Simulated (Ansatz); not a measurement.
## HfN: the change of energy above lowest point with volume scale

Results calculated with Ansatz 0.2.0, not measured. Free energy against uniform scaling of the volume at fixed shape and fractions; periodic cell, basis, potentials, k mesh and filling as listed.

The cell before it is scaled or strained (space group Fm-3m, No. 225):
```
CELL_PARAMETERS angstrom
0.00000 2.26350 2.26350
2.26350 0.00000 2.26350
2.26350 2.26350 0.00000
ATOMIC_POSITIONS crystal
Hf 0.00000 0.00000 0.00000
N 0.50000 0.50000 0.50000
```

Settings of every row: functional r2SCAN; dispersion none; potentials PAW; wave cutoff 612.26 eV; density cutoff 2449 eV; k mesh 11x11x11; k shift 0x0x0; occupations fermi dirac; smearing width 0.1 eV; spin none.

Limits: coarse k mesh, up to 40 meV an atom off; odd electron count without spin; no spin-orbit coupling, which can matter with elements this heavy.

```csv
row,volume scale,V (Å³/atom),energy above lowest point (meV/atom)
1,0.9406,10.908,?
2,0.9703,11.252,9
3,1,11.597,0
4,1.0297,11.941,9
5,1.0594,12.286,33.3
```

Question: what energy above lowest point should row 1 give?

Worked fit of energy above lowest point. Take u = (V_r/V)^(2/3) − 1 with V_r = 11.769 Å³ an atom, which is twice the finite (Eulerian) strain; such expansions in the strain, on which the Birch-Murnaghan equation of state is built, carry the rest volume and the bulk modulus. The shown rows have u = 0.0304, 0.00986, -0.00963, -0.02825. Least squares give energy above lowest point = 2.43 − 462.8 × u + 22315 × u² meV/atom; a straight line predicts inner rows, each left out in turn, worse (root mean square 12 against 0.09 meV/atom). All shown rows lie on it to the printed digit. Its lowest point lies at u = 0.0104, or V = 11.59 Å³ an atom, and the curvature there gives the bulk modulus at fixed shape and fractions, B = (4/9)(1 + u)² E″(u)/V = 280 GPa. The withheld row has u = 0.05195, so the fit gives 2.43 − 462.8 × (0.05195) + 22315 × (0.05195)² = 38.6 meV/atom.

The calculation gave 39 meV/atom. The fit lies 0.4 meV/atom (1 % of the value, 1 % of the column's range) below it; its largest miss of a shown row is 0.0 meV/atom. This row lies beyond the range of the fit.
